## Problem: charge DLTS of a defect band in undoped a-Si:H

**Conventions.** $E>0$ is the depth of a state below the conduction-band mobility edge. $g(E)$, in cm$^{-3}$ eV$^{-1}$, counts one-electron transitions, each of which releases one electron at the rate $e(E)=\nu\exp(-E/kT)$, with $\nu$ independent of $E$. Time $t$ runs from the end of the filling pulse. $q$ is the elementary charge.

**Why charge is recorded.** With a typical dark conductivity of $10^{-10}$ S/cm at 300 K and the permittivity given below, the dielectric relaxation time $\varepsilon_s\varepsilon_0/\sigma_{\rm dark}$ is 10 ms. At 1 MHz the undoped film is a plain dielectric and its capacitance is geometric, so a capacitance bridge does not see the traps empty. The charge that flows in the external circuit does.

**Sample.** Metal gate / SiO$_2$ / undoped a-Si:H / n$^+$ back contact. A positive gate pulse fills the gap states with electrons. The gate then steps negative, the film is depleted throughout, and emitted electrons drift to the back contact. A two-gate (boxcar) correlator gives $\Delta Q=|Q(t_2)-Q(t_1)|$, where $Q$ is the gate charge.

**Data.** All entries are assumed inputs; the material entries are chosen as typical of device-grade films.

| quantity | value |
|---|---|
| area $A$ | $1.0\times10^{-2}$ cm$^2$ |
| a-Si:H thickness $d$ | 200 nm |
| oxide thickness $d_i$, permittivity $\varepsilon_i$ | 50 nm, 3.9 |
| a-Si:H permittivity $\varepsilon_s$ | 11.7 |
| gates $t_1$, $t_2$ | 10 ms, 20 ms |
| attempt frequency $\nu$ (electrons and holes) | $1.0\times10^{12}$ s$^{-1}$ |
| defect band: density $N_D$, centre $E_D$, width $\sigma$ | $1.0\times10^{16}$ cm$^{-3}$, 0.70 eV, 0.10 eV |
| mobility gap $E_g$ | 1.8 eV |
| conduction-tail slope $E_t$ | 25 meV |
| deepest Fermi level in the film during filling, $E_f$ | 0.45 eV |
| Fermi level at the back contact, $E_b$ | 0.30 eV |
| mean field in the film during emission, $F$ | $1.0\times10^{5}$ V/cm |
| electron $\mu\tau$ for deep trapping | $1\times10^{-8}$ cm$^2$/V |

The value 11.7 is the compiled static permittivity of crystalline Si at 300 K (Ioffe Institute); its use for the amorphous film is an assumption. The band is uniform in space and Gaussian:

$$g(E)=g_m\exp\!\left[-\frac{(E-E_D)^2}{2\sigma^2}\right],\qquad g_m=\frac{N_D}{\sigma\sqrt{2\pi}} .$$

**Tasks.**

(a) Write $\Delta Q$ as an integral over $g(E)$ and find the geometric prefactor.

(b) Evaluate the integral for slowly varying $g$. Fix the energy $E_0$ that is probed and the energy resolution.

(c) Compute $\Delta Q$ at 340 K from the rule, and the factor that converts pC into cm$^{-3}$ eV$^{-1}$.

(d) Compare the rule with the full integral at 300, 340 and 380 K.

(e) State what "slowly varying" requires; treat an exponential tail and a discrete level of $10^{15}$ cm$^{-3}$.

(f) Give the size of the effects left out in (a).

## Solution

### (a) From emission to external charge

A state filled at $t=0$ is still filled at $t$ with probability $\exp(-et)$, if nothing refills it. The density of electrons released between the gates is

$$S=\int g(E)\,K(E)\,dE,\qquad K(E)=e^{-e(E)t_1}-e^{-e(E)t_2}.$$

An electron released at distance $x$ from the oxide leaves through the back contact. What remains is an extra positive charge at $x$. Take a sheet of charge $\eta$ per area at $x$, with the gate voltage held fixed. Let $D_1$ be the change of displacement on the gate side of the sheet and $D_2=D_1+\eta$ on the other side, both counted positive away from the gate. Fixed voltage means

$$D_1\left(\frac{d_i}{\varepsilon_i}+\frac{x}{\varepsilon_s}\right)+D_2\,\frac{d-x}{\varepsilon_s}=0 \;\Rightarrow\; D_1=-\eta\,\frac{(d-x)/\varepsilon_s}{d/\varepsilon_s+d_i/\varepsilon_i}.$$

$D_1$ is the change of gate charge per area (the Shockley–Ramo weight). The gate becomes more negative as the film empties. Integrating $d-x$ over the film gives $d^2/2$, so

$$\Delta Q=qA\,d_{\rm eff}\,S,\qquad d_{\rm eff}=w\,\frac d2,\qquad w=\frac{d/\varepsilon_s}{d/\varepsilon_s+d_i/\varepsilon_i}.$$

Numbers: $d/\varepsilon_s=17.09$ nm, $d_i/\varepsilon_i=12.82$ nm, $w=0.571$, $d_{\rm eff}=57.1$ nm and $qAd_{\rm eff}=9.155\times10^{-27}$ C cm$^3$. The field $F$ needs a gate bias of magnitude $F(d+d_i\varepsilon_s/\varepsilon_i)=3.5$ V beyond flat band when space charge is ignored.

### (b) Area, centre and width of the kernel

**Area.** Since $e=\nu e^{-E/kT}$, $dE=-kT\,de/e$. The range $E>0$ is $e<\nu$; because $\nu t_1=10^{10}$, $K$ is nil near $e=\nu$ and the upper limit may go to infinity. Write $K=\int_{t_1}^{t_2}e\,e^{-et}dt$. Then

$$\int K\,dE=kT\int_{t_1}^{t_2}\!dt\int_0^\infty\! e^{-et}\,de=kT\int_{t_1}^{t_2}\frac{dt}{t}=kT\,L,\qquad L\equiv\ln\frac{t_2}{t_1}.$$

This is a Frullani integral. It contains neither $\nu$ nor the absolute times. If $g$ is nearly constant where $K$ is large,

$$\boxed{S\simeq g(E_0)\,kT\ln\frac{t_2}{t_1}}$$

The meaning: a demarcation energy $kT\ln(\nu t)$ separates emptied from filled states. Between the gates it sinks by $kT\ln(t_2/t_1)$ and releases what lies in that slice. The same step shows that a flat $g$ gives a current of magnitude $qAd_{\rm eff}\,g\,kT/t$.

**Moments.** Treat $K/(kTL)$ as a normalised distribution in $E$ and write $\langle\cdot\rangle$ for its averages, so that $S=\langle g\rangle kTL$ exactly. For $s>-1$,

$$\langle e^{-sE/kT}\rangle=\frac{\nu^{-s}}{L}\int_0^\infty\! e^{\,s-1}\left(e^{-et_1}-e^{-et_2}\right)de=\frac{\nu^{-s}\,\Gamma(s)\,(t_1^{-s}-t_2^{-s})}{L},$$

where $e^{\,s-1}$ is the rate raised to the power $s-1$. With $t_1^{-s}-t_2^{-s}=2(t_1t_2)^{-s/2}\sinh(sL/2)$ and $\Gamma(s)=\Gamma(1+s)/s$,

$$\langle e^{-sE/kT}\rangle=\left(\nu\sqrt{t_1t_2}\right)^{-s}\Gamma(1+s)\,\frac{\sinh(sL/2)}{sL/2}.$$

Take the logarithm and expand, using $\ln\Gamma(1+s)=-\gamma s+\zeta(2)s^2/2-\zeta(3)s^3/3+\dots$ and $\ln(\sinh y/y)=y^2/6+\dots$ The coefficient of $(-s)^n/n!$ is the $n$-th cumulant of $E/kT$:

$$E_0\equiv\langle E\rangle=kT\left[\ln\!\left(\nu\sqrt{t_1t_2}\right)+\gamma\right],\qquad \kappa_2=(kT)^2\left[\frac{\pi^2}{6}+\frac{L^2}{12}\right],\qquad \kappa_3=2\zeta(3)\,(kT)^3,$$

with Euler's constant $\gamma=0.5772$. The kernel is a box of width $kTL$, the sweep of the demarcation energy, smeared by the emission statistics of a single time (a Gumbel distribution of variance $\pi^2(kT)^2/6$).

**Which $E_0$.** The maximum of $K$ follows from $dK/de=0$: $e_p=L/(t_2-t_1)$, $E_p=kT\ln(\nu/e_p)$. That is the energy to use for a discrete level. For a continuum the centroid is the natural choice, because it removes the term in $g'$:

$$\frac{\langle g\rangle}{g(E_0)}=1+\frac{\kappa_2}{2}\frac{g''}{g}+\frac{\kappa_3}{6}\frac{g'''}{g}+\dots$$

**Numbers for $t_2=2t_1$.** $L=0.6931$, $\ln(\nu t_1)=23.026$, $\ln(\nu\sqrt{t_1t_2})=23.372$.

- Centroid: $E_0=23.950\,kT$. Written as $kT\ln(\nu t)$ this needs $t=e^{\gamma}\sqrt{t_1t_2}=25.2$ ms, slightly later than $t_2$.
- Peak: $e_p=69.3$ s$^{-1}$, $1/e_p=14.4$ ms, inside the window; $E_p=23.392\,kT$, $K_{\max}=\tfrac12-\tfrac14=\tfrac14$.
- Offset: $E_0-E_p=0.557\,kT$. It is positive because $K$ falls as $\exp(-et_1)$ on the shallow side and only as $e\,(t_2-t_1)\propto e^{-E/kT}$ on the deep side.
- Variance: $\kappa_2=(1.645+0.040)(kT)^2=1.685\,(kT)^2$, rms width $1.298\,kT$; $\kappa_3=2.404\,(kT)^3$.
- Full width at half maximum: with $y=e^{-et_1}$, $K=y-y^2=\tfrac18$ gives $y=(1\pm2^{-1/2})/2=0.8536$ and $0.1464$, so $et_1=0.1583$ and $1.9211$. FWHM $=kT\ln(1.9211/0.1583)=2.496\,kT$, of which $1.48\,kT$ lies on the deep side of the peak and $1.02\,kT$ on the shallow side.

Narrower gates do not sharpen the spectrum: as $L\to0$ the variance only drops from 1.685 to 1.645 $(kT)^2$, while the signal falls in proportion to $L$. The resolution is thermal.

### (c) Signal at 340 K

$kT=29.30$ meV and $kTL=20.31$ meV.

- $kT\ln(\nu t_1)=0.6746$ eV, $kT\ln(\nu t_2)=0.6949$ eV, $E_p=0.6854$ eV, $E_0=0.7017$ eV; offset $E_0-E_p=16.3$ meV.
- Resolution: rms 38 meV, FWHM 73 meV.
- $g_m=10^{16}\ {\rm cm^{-3}}/(0.10\ {\rm eV}\times\sqrt{2\pi})=3.99\times10^{16}$ cm$^{-3}$ eV$^{-1}$. $E_0$ is within 2 meV of $E_D$, so $g(E_0)=3.99\times10^{16}$ cm$^{-3}$ eV$^{-1}$ to three figures.

$$S\simeq3.99\times10^{16}\ {\rm cm^{-3}eV^{-1}}\times0.02031\ {\rm eV}=8.10\times10^{14}\ {\rm cm^{-3}},$$

$$\Delta Q\simeq9.155\times10^{-27}\ {\rm C\,cm^3}\times8.10\times10^{14}\ {\rm cm^{-3}}=7.42\ {\rm pC}.$$

Inversion:

$$g_{\rm app}(E_0)=\frac{\Delta Q}{qAd_{\rm eff}\,kTL}=5.38\times10^{15}\ {\rm cm^{-3}eV^{-1}}\times\frac{\Delta Q}{\rm pC}\quad(340\ {\rm K}).$$

A temperature scan maps $T$ to $E_0=23.950\,kT$. The signal carries the factor $T$, so $\Delta Q/T$, not $\Delta Q$, has the shape of $g$.

### (d) Rule against full integral

For $t_2=2t_1$ the integral is easy by hand. Take the grid $E_j=kT[\ln(\nu t_1)+j\ln2]$, on which $et_1=2^{-j}$. With $y_j=\exp(-2^{-j})$ one has $K(E_j)=y_j-y_{j-1}$, and the trapezoid rule of step $kT\ln 2$ reads

$$\langle g\rangle\simeq\sum_j\,(y_j-y_{j-1})\,g(E_j).$$

The weights telescope to 1, so a constant $g$ is reproduced exactly; for the present band the sum matches the integral to better than $10^{-4}$.

| $T$ (K) | $kT$ (meV) | $E_p$ (eV) | $E_0$ (eV) | $g(E_0)$ ($10^{16}$ cm$^{-3}$eV$^{-1}$) | $\Delta Q$ rule (pC) | $\Delta Q$ integral (pC) | $\langle g\rangle/g(E_0)$ | $\langle g\rangle/g(E_p)$ |
|---|---|---|---|---|---|---|---|---|
| 300 | 25.85 | 0.6047 | 0.6191 | 2.88 | 4.72 | 4.58 | 0.970 | 1.101 |
| 340 | 29.30 | 0.6854 | 0.7017 | 3.99 | 7.42 | 6.96 | 0.938 | 0.948 |
| 380 | 32.75 | 0.7660 | 0.7843 | 2.80 | 5.81 | 5.75 | 0.989 | 0.863 |

Reading the table:

- With the centroid the rule overestimates the signal at all three temperatures; the largest shortfall of the integral is 6.2 %, at the top of the band, where the curvature is most negative. Inverting 6.96 pC returns $3.74\times10^{16}$ cm$^{-3}$ eV$^{-1}$ in place of $3.99\times10^{16}$.
- With the kernel peak the ratio runs from 1.101 to 0.863 across the band. This is the first-order term $(E_0-E_p)\,g'/g$; it makes the band appear displaced to shallower energy by about $0.557\,kT$.
- The expansion accounts for the signs. For the Gaussian, with $z=(E_0-E_D)/\sigma$, $g''/g=(z^2-1)/\sigma^2$ and $g'''/g=(3z-z^3)/\sigma^3$. At 340 K, $z=0.017$ and the $\kappa_2$ term is $-7.2$ %; higher orders reduce this to $-6.2$ %. At 300 K, $z=-0.809$, near the inflection point: the $\kappa_2$ term is $-1.9$ % and the $\kappa_3$ term $-1.3$ %. They are of the same size, so the curvature term alone is no estimate of the correction on a flank.

### (e) Limits of "slowly varying"

**Exponential $g$.** For $g\propto\exp(-E/E_w)$ put $s=kT/E_w$. The generating function of (b), divided by $e^{-sE_0/kT}$, is the exact correction:

$$\frac{\langle g\rangle}{g(E_0)}=\Gamma(1+s)\,e^{\gamma s}\,\frac{\sinh(sL/2)}{sL/2}=1+0.842\,s^2+\dots$$

The quadratic term reaches 5 % at $|s|=0.24$: $g$ may change by a factor $\exp(1)$ over no less than about $4.1\,kT$.

- $s=+\tfrac12$ ($g$ falling with depth): ratio 1.19. The conduction tail with $E_t=25$ meV has $s=\tfrac12$ at 145 K, where $E_0=0.30$ eV. Reaching it needs a filling level well above the $E_f$ of this problem.
- $s=-\tfrac12$ ($g$ rising with depth): ratio 1.33. The integral diverges at $s=-1$. If $g$ rises with depth faster than $e^{E/kT}$, the signal comes from states far below $kT\ln(\nu t)$ and the rule has no meaning.

**Discrete level.** $g=N_T\,\delta(E-E_T)$ gives $S=N_TK(E_T)$. In a temperature scan $E_T$ is fixed and the kernel moves past it, so the inversion shows a band that is nearly the mirror image of $K(E)$: the long exponential tail lies on the shallow side and the steep edge on the deep side. $\Delta Q$ peaks where $E_p=E_T$, that is at $E_0=E_T+0.557\,kT$. The band has FWHM about $2.5\,kT$ and height $N_TK_{\max}/(kTL)$. For $N_T=10^{15}$ cm$^{-3}$ peaking at 340 K this is $10^{15}\ {\rm cm^{-3}}/(4\times0.02031\ {\rm eV})=1.23\times10^{16}$ cm$^{-3}$ eV$^{-1}$. On the $E_0$ axis $\Delta Q$ falls to half 42 meV to the shallow side of its peak and 32 meV to the deep side. A feature about 74 meV wide near 0.7 eV is therefore resolution-limited and says nothing about the true width.

**Small pulses.** If the pulse moves the Fermi level by only a few $kT$ or less, $g$ in the integral is multiplied by the change of occupation, which is a narrow peak at the Fermi level. The product is not slowly varying. The signal then resembles that of a thermally broadened level at the Fermi energy, and the area rule does not apply.

### (f) Effects left out

**Energy scale.** $\nu$ does not enter the height of the spectrum but fixes its abscissa. One decade in $\nu$ moves $E_0$ by $kT\ln10=67$ meV at 340 K, about one FWHM. For flat $g$ the signal is unchanged when $t_1$ and $t_2$ are scaled together, so $\nu$ cannot be extracted. It can where $\Delta Q/T$ has a feature: following it over several windows of fixed ratio gives $\ln\sqrt{t_1t_2}\simeq E_0/kT-\ln\nu-\gamma$ at constant $E_0$, up to the slow change of kernel width with $T$. A dependence of $\nu$ on $T$ alone leaves (b) intact. A Meyer–Neldel prefactor $\nu=\nu_0e^{E/E_{MN}}$, with $E_{MN}>kT$, replaces $1/kT$ by $1/kT-1/E_{MN}$ and $\nu$ by $\nu_0$ in area, centre and width alike.

**Field-assisted emission.** If the centre is positive after emission (D$^0\to$ D$^+$), the Coulomb barrier is lowered along the field by the Poole–Frenkel amount $\sqrt{q^3F/(\pi\varepsilon_s\varepsilon_0)}=70$ meV, or $2.4\,kT$ at 340 K. This one-dimensional value is an upper estimate; it would make the zero-field depth up to 70 meV larger than $E_0$. For D$^-\to$ D$^0$ there is no long-range attraction and no such term. A uniform lowering shifts the abscissa and leaves the area $kTL$ alone. The field is not quite uniform: a space charge $qN_D$ changes it by $qN_Dd/(\varepsilon_s\varepsilon_0)=3.1\times10^4$ V/cm across the film.

**Incomplete filling.** The initial occupation is $f_0=[1+e^{(E_f-E)/kT}]^{-1}$, and $1-f_0<e^{(E_f-E)/kT}=e(E)/e(E_f)$. For flat $g$ the relative loss is thus below $\langle e\rangle/e(E_f)$. The $s=1$ case of (b) gives $\langle e\rangle=(1/t_1-1/t_2)/L=72.1$ s$^{-1}$. The worst case is 300 K: $e(0.45\ {\rm eV})=2.76\times10^4$ s$^{-1}$, loss below 0.26 %. With $E_f=0.55$ eV the rate is 576 s$^{-1}$ and the bound 13 %. By detailed balance the capture rate during filling is at least $e(E_f)$, a time of 36 µs at 300 K; the pulse must be much longer than this and than the time needed to carry the charge into the film. The value of $E_f$ is consistent with the electrostatics: with one extra electron on every defect, the back face at $E_b$ and the oxide face at depth $a$, the Fermi level lies at depth $E_b+(a-E_b)\xi+B\,\xi(1-\xi)$, where $\xi=(d-x)/d$ and $B=q^2N_Dd^2/(2\varepsilon_s\varepsilon_0)=0.309$ eV. Its maximum inside the film, $E_b+(B+a-E_b)^2/4B$, stays at or below $E_f$ as long as the pulse holds $a$ at 0.42 eV or shallower; at that limit the deepest point is at $\xi=0.70$.

**Dead zone at the back contact.** Under bias the mobility edge lies $E_b+qF(d-x)$ above the contact Fermi level, and a state empties only where this exceeds its depth. A layer of width $\lambda=(E_0-E_b)/qF=40$ nm (340 K) stays filled. Its weight is $\int_0^\lambda u\,du/(d^2/2)=(\lambda/d)^2=4.0$ %. This rivals the curvature correction and has the same sign: 6.96 pC becomes about 6.7 pC.

**Retrapping.** The drift length is $\mu\tau F=10$ µm. At most $d/(\mu\tau F)=2$ % of the electrons are caught again in deep states on the way out.

**Hole emission.** An emptied state can be refilled from the valence band at $e_h=\nu e^{-(E_g-E)/kT}$. The product $e\,e_h=\nu^2e^{-E_g/kT}$ is the same for all $E$, and the occupation obeys $1-f\le et$. Holes emitted between the gates number at most $e\,e_h(t_2^2-t_1^2)/2$ per state. Extra electrons from refilled states cannot outnumber the holes emitted since $t=0$, at most $e\,e_ht_2^2/2$. The sum is below $(\nu t_2)^2e^{-E_g/kT}$, which is $5.4\times10^{-4}$ at 380 K. Holes drift to the oxide with weight $x$, which averages to the same $d/2$. Times $N_D$ the bound is $5.4\times10^{12}$ cm$^{-3}$, or 0.9 % of $S=6.28\times10^{14}$ cm$^{-3}$. It grows quickly as $E_0$ approaches $E_g/2$, which ends the usable range of the scan.

### Result

$\Delta Q=qAd_{\rm eff}\,g(E_0)\,kT\ln(t_2/t_1)$ with $E_0=kT[\ln(\nu\sqrt{t_1t_2})+\gamma]$ and, for $t_2=2t_1$, a resolution of $2.5\,kT$ FWHM. For this model at 340 K the rule gives 7.4 pC, the full integral 7.0 pC, and about 6.7 pC remains after the dead zone. These are the model's numbers. $N_D$, $\sigma$ and $\nu$ were chosen so that $g$ falls in the range typical of undoped device-grade a-Si:H, roughly $10^{15}$ to $10^{17}$ cm$^{-3}$ eV$^{-1}$ in the middle of the gap. A real film has amphoteric dangling bonds with two transitions each, generally several overlapping bands, and often a defect density that rises towards the interfaces; the inversion then returns a sum over transitions, averaged in space with the weight $d-x$. Within the model the height of $g$ is recovered to about 10 %, while its energy is uncertain by about 0.07 eV for each decade of doubt in $\nu$ and by up to the same amount from the field.